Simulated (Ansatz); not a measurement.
## Electron–phonon coupling and T_c of Mg (computed with Ansatz 0.2.0)

Space group P6_3/mmc (No. 194), 2 atoms in the cell of the first input below: a = 3.193 Å, b = 3.193 Å, c = 5.096 Å, α = 90.00°, β = 90.00°, γ = 120.00°.

The cell was built from a prototype of a structure type listed for this element, relaxed without spin–orbit coupling to zero pressure (pressure 0.0 GPa with this functional, without spin–orbit coupling). Functional: PBEsol.

Input:

```yaml
crystal:
  lattice:
    - [3.1928231455, 0.0, 0.0]
    - [-1.5964115727, 2.7650659538, 0.0]
    - [0.0, 0.0, 5.0956408444]
  atoms:
    - { symbol: Mg, position: [0.3333333333, 0.6666666667, 0.75] }
    - { symbol: Mg, position: [0.6666666667, 0.3333333333, 0.25] }
basis:
  ecutwfc: 420
  ecutrho_ratio: 4
kpoints:
  mp_grid: { grid: [12, 12, 8] }
hamiltonian:
  xc: pbesol
scf:
  occupations: { method: methfessel_paxton, width: 0.2 }
output: {}
phonons:
  supercell: [2, 2, 2]
  qpath:
    path:
      - [[0.0, 0.0, 0.0], [0.5, 0.0, 0.0], [0.33333333, 0.33333333, 0.0], [0.0, 0.0, 0.0], [0.0, 0.0, 0.5], [0.5, 0.0, 0.5], [0.33333333, 0.33333333, 0.5], [0.0, 0.0, 0.5]]
      - [[0.5, 0.0, 0.5], [0.5, 0.0, 0.0]]
      - [[0.33333333, 0.33333333, 0.5], [0.33333333, 0.33333333, 0.0]]
    npoints: 6
  electrical_resistivity: { mesh: [24, 24, 16], temperatures: [50, 100, 200, 300, 500] }
  superconductivity: { mesh: [24, 24, 16], eliashberg_equations: false }
```

```bash
ansatz run input.yaml --threads 8 --pin off --max-ram 15360MiB --backend cpu --events-out ev --progress --plain --runs-dir out
```

Time: 52 s on 8 threads of AMD EPYC 7R43 64-Core Processor (Zen 3), with other jobs on the host, peak memory 3.3 GiB.

On the finest mesh λ = 0.2343, ω_log = 20.386 meV, N(E_F) = 0.401 states per eV, spin and cell. λ by mesh: 24×24×16 0.234, 12×12×8 0.224, 6×6×4 0.208. ω_log by mesh: 20.39, 20.69, 22.23 meV.

Task: What T_c does McMillan's formula in the Allen–Dynes form give for μ* = 0.10?

Result: T_c = (ω_log/1.2) exp[−1.04(1+λ)/(λ − μ*(1+0.62λ))] = (236.57 K/1.2) × exp(−1.2837/0.1198) = a value under 10^-2 K, that is no superconductivity at this level.

Caveats: small supercell, couplings not converged in it.

The coupling in hcp Mg is weak, and the Coulomb term cancels about half of it. The small remainder, 0.1198, sits in the denominator of the exponent and suppresses T_c far below the phonon scale. This fits a nearly free-electron sp metal: the density of states at the Fermi level is modest, and the extended, well-screened valence states scatter only weakly from ionic displacements. It also agrees with the absence of observed superconductivity in bulk Mg at ambient pressure.

As the mesh is refined, λ rises while ω_log falls, which suggests that the coarser meshes undersample the coupling to soft, long-wavelength acoustic modes. The rise in λ matters more for T_c than the slight softening of the prefactor, because λ enters exponentially. The result therefore supports a very low transition temperature but not a precise value. Since the net attraction stays positive, the formula yields a tiny finite T_c rather than a strictly normal ground state.
